## Finding

Stretching rutile-type SiO₂ lowers its band gap, from 6.47 eV in the smallest cell to 4.99 eV in the largest. The gap is the energy between the highest filled and the lowest empty electronic state. Measured against deep core levels in two of the cells, most of the change comes from the empty side: the lowest empty state drops as the atoms move apart, while the highest filled state shifts much less.

Rutile-type SiO₂ in strained cells, computed with Ansatz 0.2.0 using all-electron LAPW and the PBE functional, scalar-relativistic and without spin polarization. The k mesh is 6×6×9, and the basis error target is 1 meV/atom. Atoms were not relaxed after straining, and band gaps are Kohn–Sham gaps between the band edges found on the k mesh.

```
volume (Å³/atom)     c/a  shortest distance (Å)  band gap (eV)
           7.310  0.6580                  1.734          6.468
           7.462  0.6512                  1.742          6.289
           7.615  0.6447                  1.749          5.961
           7.847  0.6446                  1.767          5.421
           7.925  0.6510                  1.777          5.206
           8.002  0.6574                  1.787          4.994
```

The first three cells are shortened along the two equal edges $a$ and $b$ at fixed $c$. The last three are lengthened along $c$ at fixed $a$ and $b$. Three ideas about what controls the gap can be compared: the width of the bands, the shape of the cell and its size.

## Band width: a tempting mistake

A common argument says that closer atoms overlap more, so bands widen and the gap between them shrinks. By that argument, stretching should open the gap. For the filled states the first half of the argument holds: from the cell at 7.462 to that at 7.925 Å³/atom, the valence band, made mainly of oxygen 2p states, narrows by 0.36 eV. The lowest empty band does not follow it and widens by 0.24 eV, and the gap falls by 1.08 eV. The argument assumes that the band centres stay put, but the mean energies of the highest filled and the lowest empty band approach each other by 0.95 eV.

## Shape or size

The ratio $c/a$ first falls and then rises, whereas the gap falls at every step. A cleaner test compares cells of the same shape. Those at 7.615 and 7.847 Å³/atom have almost the same $c/a$, so one is nearly a uniform enlargement of the other, and the gap still drops by 0.54 eV. The smallest and the largest cell also have nearly the same $c/a$, so the whole fall across the table comes without a net change of shape. Size can therefore account for the overall fall. These pairs do not measure the effect of shape, but the fit below makes it small: about 0.05 eV for a 1 % stretch along $c$ at fixed volume.

## Why the empty state drops

Deep core levels can serve as rulers for the two edges of the gap. Between the cells at 7.462 and 7.925 Å³/atom, the lowest empty state falls by 1.02 eV against oxygen 1s and by 0.84 eV against silicon 2s. Core levels also shift with their surroundings, and the two rulers differ by 0.18 eV, but both assign at least three quarters of the change to the empty state. Even the sign of the smaller shift of the filled edge depends on the ruler: it rises against these core levels and falls against the mean of the oxygen 2s bands.

Bonding theory offers a likely reason. In both of these cells the lowest empty state lies at Γ, where the wave has the same phase in every cell. Such a state in an oxide of a main-group element is typically s-like, spread through the crystal and antibonding between that element and oxygen. Squeezing the atoms together pushes it up, and stretching lets it down. The highest filled states are mostly oxygen 2p lone pairs, which take little part in bonding and so respond weakly. The orbital make-up was not resolved in these calculations, so this part rests on theory.

## A model with two strains

For small strains, and as long as the same two states form its edges, the gap should change in proportion to each strain:

$$E_g = E_0 + A\,e_a + B\,e_c$$

Here $E_g$ is the gap, $E_0$ its value in the unstrained cell, $e_a$ the strain shared by $a$ and $b$, and $e_c$ the strain along $c$. A fit to the five larger cells gives $A=-0.328$ and $B=-0.214$ eV per percent.

As a worked case, take the step from 7.615 to 7.847 Å³/atom, two cells that were part of the fit. All edges grow by 1 %, so the model gives $-0.328-0.214\approx-0.54$ eV, against a computed change of $-0.540$ eV. The five cells follow the straight-line law closely, though three constants leave only a modest test.

If volume alone counted, $A$ would be twice $B$, because $e_a$ stretches two edges. It is only about one and a half times $B$, so a given gain in volume costs more gap when it comes from $c$. No two cells have equal volume and different shape, but the gap step per unit of ln V changes with the direction of strain: −16.16 eV along $a$ and $b$, −17.99 eV for the uniform step, then −21.74 and −21.93 eV along $c$. A jump followed by a flat stretch is hard to reconcile with a smooth curve in volume. Geometry suggests a reason. Two of the six Si–O bonds lie in the $ab$ plane, while the other four lean strongly along $c$. The mean bond length is therefore expected to respond to $e_a$ less than twice as strongly as to $e_c$, as the gap does. The oxygen atoms were also not relaxed in the strained cells, and relaxation could change both constants.

## The smallest cell breaks the line

The cell at 7.310 Å³/atom was left out of the fit, and the model puts its gap 0.15 eV too high. On the energy zero of the calculation, which itself drifts with the cell, the filled edge moves evenly through the first two steps; the empty edge does not. A likely cause is that a different empty state has become the lowest. In the next cell a second one lies only 0.26 eV above the first, against 1.12 eV in the cell at 7.925 Å³/atom. If the last squeeze along $a$ and $b$ closes this spacing, the two states change places. To give the computed gap, the second state would have to come 0.08 eV closer to the filled edge in that step. Yet it lies farther from that edge in the cell at 7.462 than in the one at 7.925 Å³/atom. Both can hold if strain along $a$ and $b$ acts on this state differently from strain along $c$. The gap stays direct there (the smallest direct gap along the band path is 6.469 eV), so the empty edge has not moved away from the k point of the filled one. If the exchange is real, the model places the displaced state about 0.15 eV above the new edge. The computed levels at Γ in the smallest cell agree: the second empty one lies 0.15 eV above the lowest. This supports the exchange, although the energies alone do not identify which state is which.

## Carrying the idea over

To guess the trend in another solid, ask which states form the two edges. Magnesium oxide has similar edges, and its gap also widens under compression. Silicon does the opposite, because its lowest empty state is of another kind and lies away from Γ. The absolute gaps here should not be read as measured values, since PBE makes the gaps of insulators too small. The printed analysis below gives the strains, steps and fits.

Printed output of the fit:

```
Strains and steps from the row above:
    row  strain along a and b (%)  strain along c (%)  gap step (eV)  gap step per ln V (eV)  valence edge step (eV)  conduction edge step (eV)
   7.31                    -3.003            0.006535            n/a                     n/a                     n/a                        n/a
  7.462                    -1.997                   0         -0.179                  -8.698                  -0.379                    -0.5586
  7.615                    -1.001            0.007769         -0.328                  -16.16                 -0.3711                     -0.699
  7.847                -0.0003785               1.003          -0.54                  -17.99                 -0.5188                     -1.059
  7.925                         0               2.006         -0.215                  -21.74                 -0.1548                    -0.3701
  8.002                 -0.003794               3.005         -0.212                  -21.93                 -0.1541                    -0.3658
Gap change at nearly equal c/a, 7.615 to 7.847 (eV): -0.54
Gap change at nearly equal c/a, 7.462 to 7.925 (eV): -1.083
Gap change at nearly equal c/a, 7.310 to 8.002 (eV): -1.474
Gap change per ln V for the pair 7.462 to 7.925 (eV): -17.99
fit of band_gap on 5 rows (vol > 7.4): constant 43.35 +/- 1.2, coefficient of lnv -18.43 +/- 0.57; rms 0.0256, worst 7.847 -0.0343, leave-one-out rms 0.0497
  rows outside the fit (model, value, miss): 7.31 6.693, 6.468, 0.225
fit of band_gap on 5 rows (vol > 7.4): constant 5.635 +/- 0.00032, coefficient of ea -0.3275 +/- 0.00022, coefficient of ec -0.2138 +/- 0.00015; rms 0.000158, worst 7.847 -0.000217, leave-one-out rms 0.000409
  rows outside the fit (model, value, miss): 7.31 6.617, 6.468, 0.149
Fitted gap change per ln V when a and b are strained (eV): -16.38
Fitted gap change per ln V when c is strained (eV): -21.38
Valence edge against O 1s, change 7.462 to 7.925 (eV): 0.0675
Conduction edge against O 1s, change 7.462 to 7.925 (eV): -1.016
Valence edge against Si 2s, change 7.462 to 7.925 (eV): 0.2468
Conduction edge against Si 2s, change 7.462 to 7.925 (eV): -0.8363
Width of the O 2p-derived valence band, change 7.462 to 7.925 (eV): -0.3564
Distance of mean energies, highest filled to lowest empty band, change 7.462 to 7.925 (eV): -0.9525
Spacing of the two lowest empty levels at Gamma, row 7.462 (eV): 0.2598
Spacing of the two lowest empty levels at Gamma, row 7.925 (eV): 1.121
Second empty level at Gamma above the valence edge, row 7.462 (eV): 6.549
Shift of that level against the valence edge needed to give the gap of row 7.310 (eV): -0.08061
```
